**Self-interaction in the 5d and 6p Kohn-Sham levels of Tl and Tl⁻**

The table holds 5d and 6p eigenvalues, mean radii and their spacing from spherical, scalar-relativistic all-electron Kohn-Sham runs with LDA, PBE and Xα, with and without the Perdew-Zunger self-interaction correction (SIC) or the Latter tail. The program tests the first-order model in which SIC lowers a level by $c/\langle r\rangle$ on all 15 occupied spin-up levels of neutral Tl, using one fitted $c$, a fit to $\langle 1/r\rangle$, and unfitted hydrogenic values of $c$. The rms errors relative to the computed lowerings are 7.1 %, 11.4 % and 3.4 %, and the log-log slope against $\langle r\rangle$ is $-1.04$. It also shows that spin averaging removes 75 % of the PBE-LDA difference in spacing, that the Xα lowering times radius is about half as large at 6p as at 1s, 4f and 5d, and that the 1s shifts under the Latter tail and on adding an electron match the change of the Hartree potential at the nucleus within 0.03 eV. Against a rough recalled spin-orbit-averaged binding of 5.4 eV, the 6p eigenvalue amounts to between 0.44 (PBE) and 0.93 (SIC) of it.

Scalar-relativistic all-electron Kohn-Sham calculations with Quantum ESPRESSO ld1.x 7.5 for the thallium atom and its anion, with spherical densities and a point nucleus. SIC is the Perdew-Zunger self-interaction correction; in rows without spin polarisation the "up" columns give the spin-restricted level. Eigenvalues are negative for bound levels.

## Program and output

```python
# Table: 5d and 6p Kohn-Sham eigenvalues and mean radii of Tl and Tl- (QE ld1.x, scalar-relativistic, spherical; LDA, PBE,
# X-alpha, with SIC or Latter tail). Tested: SIC shift = c/<r>; Hartree origin of core shifts; size of functional/spin effects.
T = {
    'ion': ['Tl-', 'Tl-', 'Tl', 'Tl', 'Tl', 'Tl', 'Tl', 'Tl'],
    'Z': [81, 81, 81, 81, 81, 81, 81, 81],
    'charge': [-1, -1, 0, 0, 0, 0, 0, 0],  # e
    'N': [82, 82, 81, 81, 81, 81, 81, 81],
    'configuration': ['[Xe] 4f14 5d10 6s2 (6p up)2', '[Xe] 4f14 5d10 6s2 (6p up)2', '[Xe] 4f14 5d10 6s2 (6p up)1', '[Xe] 4f14 5d10 6s2 (6p up)1', '[Xe] 4f14 5d10 6s2 (6p up)1', '[Xe] 4f14 5d10 6s2 (6p up)1', '[Xe] 4f14 5d10 6s2 6p1', '[Xe] 4f14 5d10 6s2 6p1'],
    'functional': ['LDA-PZ', 'LDA-PW92', 'LDA-PZ', 'LDA-PZ', 'LDA-PW92', 'LDA-PZ', 'PBE', 'Xalpha 1.0'],
    'spin_polarised': ['spin-polarised', 'spin-polarised', 'spin-polarised', 'spin-polarised', 'spin-polarised', 'spin-polarised', 'no spin polarisation', 'no spin polarisation'],
    'correction': ['SIC', 'SIC', 'none', 'SIC', 'SIC', 'Latter tail', 'none', 'none'],
    'eigenvalue_5d_up': [-17.256, -17.246, -15.62, -22.146, -22.152, -16.539, -15.486, -20.213],  # eV
    'eigenvalue_6p_up': [-0.46868, -0.47241, -2.764, -5.0551, -5.066, -4.0364, -2.3704, -3.4625],  # eV
    'mean_radius_5d_up': [1.3974, 1.3975, 1.3952, 1.3949, 1.3949, 1.3928, 1.3903, 1.3292],  # bohr
    'mean_radius_6p_up': [5.1486, 5.1344, 3.7431, 3.7461, 3.7442, 4.2581, 3.8557, 3.3743],  # bohr
    'gap': [16.7869, 16.7739, 12.8564, 17.0907, 17.0858, 12.5028, 13.1154, 16.75],  # eV
}
import numpy as np
from scipy.constants import physical_constants as pc
from scipy.special import eval_genlaguerre
from scipy.integrate import trapezoid, cumulative_trapezoid as ct
Ha = pc['Hartree energy in eV'][0]
K = ['eigenvalue_5d_up', 'eigenvalue_6p_up', 'mean_radius_5d_up', 'mean_radius_6p_up', 'gap']
def row(q, f, c):
    i = [i for i in range(len(T['gap'])) if float(T['charge'][i]) == q and str(T['functional'][i]).startswith(f)
         and str(T['correction'][i]).lower().startswith(c)][0]
    return np.array([float(T[k][i]) for k in K])
lda, sic, lat, sicw = row(0,'LDA-PZ','none'), row(0,'LDA-PZ','sic'), row(0,'LDA-PZ','latter'), row(0,'LDA-PW','sic')
pbe, xa, an, anw = row(0,'PBE','none'), row(0,'X','none'), row(-1,'LDA-PZ','sic'), row(-1,'LDA-PW','sic')
print('change: 5d (eV), 6p (eV), gap (eV), <r>5d (%), <r>6p (%); table rounding up to 0.0005 eV, 0.00005 bohr')
for nm, a, b in [('LDA to SIC',lda,sic), ('LDA to Latter',lda,lat), ('LDA to PBE',lda,pbe), ('LDA to Xalpha',lda,xa), ('SIC to Xalpha',sic,xa),
                 ('SIC PZ to PW92, Tl',sic,sicw), ('SIC PZ to PW92, Tl-',an,anw), ('SIC Tl to Tl-',sic,an)]:
    d = b - a
    print(f'{nm:20s} {d[0]:+7.3f} {d[1]:+7.3f} {d[4]:+7.3f} {100*d[2]/a[2]:+6.2f} {100*d[3]/a[3]:+6.2f}')
# typed from further outputs of the same runs (neutral Tl, LDA-PZ, spin up): n, l, eps LDA, eps SIC (eV), <r>, <1/r> of LDA
L = [(1,0,-85570.93,-86234.63,0.01632124,99.45762),(2,0,-15236.98,-15370.16,0.0687743,23.33884),(2,1,-13108.19,-13273.63,0.06236435,20.58851),
     (3,0,-3636.554,-3685.26,0.1776766,8.647781),(3,1,-3024.061,-3073.8,0.1793588,7.845723),(3,2,-2389.017,-2449.959,0.1624829,7.372537),
     (4,0,-810.8798,-832.6804,0.3918517,3.721228),(4,1,-610.0899,-630.7393,0.4179012,3.348353),(4,2,-374.8654,-395.2152,0.4400439,3.007653),
     (4,3,-114.3737,-135.5094,0.4677063,2.605221),(5,0,-131.2649,-141.1689,0.8758875,1.555518),(5,1,-76.22463,-84.92812,1.00679,1.325116),
     (5,2,lda[0],sic[0],lda[2],0.9472733),(6,0,-9.975389,-13.43174,2.479308,0.5145491),(6,1,lda[1],sic[1],lda[3],0.3385948)]
def chyd(n, l):  # <r> (J + <v_x>) of a spherical, fully polarised hydrogenic orbital density
    r = np.geomspace(1e-5, 14*n*n, 20000); x = 2*r/n
    p = (r*x**l*np.exp(-x/2)*eval_genlaguerre(n-l-1, 2*l+1, x))**2; p /= trapezoid(p, r)
    o = ct(p/r, r, initial=0); V = ct(p, r, initial=0)/r + o[-1] - o
    return trapezoid(p*r, r)*trapezoid(p*(V - (6/np.pi*p/(4*np.pi*r*r))**(1/3)), r)
A = np.array(L); s = A[:,2] - A[:,3]; r = A[:,4]; nm = [f'{n}{"spdf"[l]}' for n, l, *_ in L]
c = s*r/Ha; c0 = np.exp(np.log(c).mean()); k = s/Ha/A[:,5]; k0 = np.exp(np.log(k).mean())
ch = np.array([chyd(n, l) for n, l, *_ in L]); E = [100*(c0/c-1), 100*(k0/k-1), 100*(ch/c-1)]
print('level, SIC lowering (eV), <r> (bohr), lowering*<r> (Ha bohr), hydrogenic value, error % of c/<r>, c\'<1/r>, hydrogenic')
for i in range(len(L)):
    print(f'{nm[i]} {s[i]:8.2f} {r[i]:7.4f} {c[i]:6.3f} {ch[i]:6.3f} {E[0][i]:+6.1f} {E[1][i]:+6.1f} {E[2][i]:+6.1f}')
for t, e in zip([f'c/<r>, c = {c0:.3f}', f'c\'<1/r>, c\' = {k0:.3f}', 'hydrogenic, no fit'], E):
    j = np.argmax(abs(e)); print(f'{t}: rms {np.sqrt((e**2).mean()):.1f} %, worst {nm[j]} {e[j]:+.1f} %')
sl = np.polyfit(np.log(r), np.log(s), 1)[0]
print(f'log-log slope of lowering against <r>: {sl:.3f}; range of <r> x{r.max()/r.min():.0f}, of lowering x{s.max()/s.min():.0f}')
print(f'5d/6p lowering ratio {s[12]/s[14]:.2f}, inverse radius ratio {r[14]/r[12]:.2f}; gap change from c/<r> {c0*Ha*(1/r[12]-1/r[14]):.2f} eV')
# further outputs: LDA spin-down 5d and 6p; X-alpha 1s and 4f; LDA spin-down 1s and 4f (eV)
a5, a6 = (lda[0]-15.53834)/2, (lda[1]-2.294851)/2
print(f'LDA spin average: 5d {a5:.3f}, 6p {a6:.3f}, gap {a6-a5:.3f} eV; PBE minus average: 5d {pbe[0]-a5:+.3f}, 6p {pbe[1]-a6:+.3f}, gap {pbe[4]-a6+a5:+.3f}')
print(f'share of the PBE-LDA gap difference removed by spin averaging: {100*(a6-a5-lda[4])/(pbe[4]-lda[4]):.0f} %')
sx = np.array([(A[0,2]-85570.92)/2+85997.18, (A[9,2]-114.3659)/2+129.718, a5-xa[0], a6-xa[1]])
print('Xalpha lowering from LDA average, 1s 4f 5d 6p (eV):', np.round(sx,2), ' times <r> (Ha bohr):', np.round(sx*r[[0,9,12,14]]/Ha,3))
# further outputs: <1/r> (1/bohr) of 5p, 5d, 6s (up, down) and 6p up; 1s eigenvalues of the Latter and Tl- runs
I = dict(lda=[1.325116,1.325296,0.9472733,0.9501143,0.5145491,0.518771,0.3385948], lat=[1.325258,1.32541,0.9487243,0.9506038,0.510731,0.510605,0.3025466],
         sic=[1.324311,1.324498,0.9483336,0.9510924,0.5144576,0.5185577,0.3394576], an=[1.324381,1.3246,0.9473954,0.9509613,0.5058853,0.5124998,0.2688571])
V = lambda key, n6p: Ha*np.array(I[key])*np.array([3,3,5,5,1,1,n6p])
for t, d, e in [('LDA to Latter', V('lat',1)-V('lda',1), -85571.92-A[0,2]), ('SIC Tl to Tl-', V('an',2)-V('sic',1), -86229.75-A[0,3])]:
    print(f'{t}: Hartree change at nucleus 5p {d[:2].sum():+.2f}, 5d {d[2:4].sum():+.2f}, 6s {d[4:6].sum():+.2f}, 6p {d[6]:+.2f}, sum {d.sum():+.2f}; 1s shift {e:+.2f} eV (rounding 0.01)')
IP, SO = 6.1, 1.0  # rough recalled values (eV): ionisation energy of Tl, 6p spin-orbit splitting
ref = IP - 2*SO/3
print(f'rough recalled j-averaged 6p binding {ref:.1f} eV; -eps(6p) as a fraction of it:')
print(', '.join(f'{t} {-a[1]/ref:.2f}' for t, a in [('PBE',pbe),('LDA',lda),('Xalpha',xa),('Latter',lat),('SIC',sic)]))
u = c[14]*Ha/an[3]
print(f'Tl- 6p: SIC {an[1]:.2f} eV; self-interaction estimate c(6p)/<r> {u:.1f} eV; sum at fixed radius {an[1]+u:+.1f} eV')
assert sic[0]-lda[0] < sic[1]-lda[1] < 0 and max(abs(sic[2:4]/lda[2:4]-1)) < 0.002
assert lat[1] < lda[1] and lat[3] > lda[3] and lat[4] < lda[4]
assert xa[2] < lda[2] and xa[3] < lda[3] and xa[1] > sic[1]
assert -1.15 < sl < -0.9
```

Running it gives:

```
change: 5d (eV), 6p (eV), gap (eV), <r>5d (%), <r>6p (%); table rounding up to 0.0005 eV, 0.00005 bohr
LDA to SIC            -6.526  -2.291  +4.234  -0.02  +0.08
LDA to Latter         -0.919  -1.272  -0.354  -0.17 +13.76
LDA to PBE            +0.134  +0.394  +0.259  -0.35  +3.01
LDA to Xalpha         -4.593  -0.699  +3.894  -4.73  -9.85
SIC to Xalpha         +1.933  +1.593  -0.341  -4.71  -9.92
SIC PZ to PW92, Tl    -0.006  -0.011  -0.005  +0.00  -0.05
SIC PZ to PW92, Tl-   +0.010  -0.004  -0.013  +0.01  -0.28
SIC Tl to Tl-         +4.890  +4.586  -0.304  +0.18 +37.44
level, SIC lowering (eV), <r> (bohr), lowering*<r> (Ha bohr), hydrogenic value, error % of c/<r>, c'<1/r>, hydrogenic
1s   663.70  0.0163  0.398  0.401  -15.6   +0.1   +0.8
2s   133.18  0.0688  0.337  0.353   -0.2  +17.0   +5.0
2p   165.44  0.0624  0.379  0.390  -11.4  -16.9   +2.8
3s    48.71  0.1777  0.318  0.335   +5.6  +18.6   +5.4
3p    49.74  0.1794  0.328  0.345   +2.5   +5.3   +5.2
3d    60.94  0.1625  0.364  0.380   -7.7  -19.2   +4.5
4s    21.80  0.3919  0.314  0.324   +7.0  +14.0   +3.2
4p    20.65  0.4179  0.317  0.327   +5.9   +8.3   +3.0
4d    20.35  0.4400  0.329  0.341   +2.1   -1.3   +3.7
4f    21.14  0.4677  0.363  0.372   -7.5  -17.7   +2.3
5s     9.90  0.8759  0.319  0.316   +5.4   +4.9   -0.9
5p     8.70  1.0068  0.322  0.316   +4.3   +1.7   -1.8
5d     6.53  1.3952  0.335  0.324   +0.4   -3.1   -3.3
6s     3.46  2.4793  0.315  0.309   +6.7   -0.6   -1.8
6p     2.29  3.7431  0.315  0.309   +6.6   -1.3   -2.0
c/<r>, c = 0.336: rms 7.1 %, worst 1s -15.6 %
c'<1/r>, c' = 0.245: rms 11.4 %, worst 3d -19.2 %
hydrogenic, no fit: rms 3.4 %, worst 3s +5.4 %
log-log slope of lowering against <r>: -1.037; range of <r> x229, of lowering x290
5d/6p lowering ratio 2.85, inverse radius ratio 2.68; gap change from c/<r> 4.11 eV
LDA spin average: 5d -15.579, 6p -2.529, gap 13.050 eV; PBE minus average: 5d +0.093, 6p +0.159, gap +0.066
share of the PBE-LDA gap difference removed by spin averaging: 75 %
Xalpha lowering from LDA average, 1s 4f 5d 6p (eV): [426.26  15.35   4.63   0.93]  times <r> (Ha bohr): [0.256 0.264 0.238 0.128]
LDA to Latter: Hartree change at nucleus 5p +0.02, 5d +0.26, 6s -0.33, 6p -0.98, sum -1.02; 1s shift -0.99 eV (rounding 0.01)
SIC Tl to Tl-: Hartree change at nucleus 5p +0.01, 5d -0.15, 6s -0.40, 6p +5.39, sum +4.87; 1s shift +4.88 eV (rounding 0.01)
rough recalled j-averaged 6p binding 5.4 eV; -eps(6p) as a fraction of it:
PBE 0.44, LDA 0.51, Xalpha 0.64, Latter 0.74, SIC 0.93
Tl- 6p: SIC -0.47 eV; self-interaction estimate c(6p)/<r> 1.7 eV; sum at fixed radius +1.2 eV
```
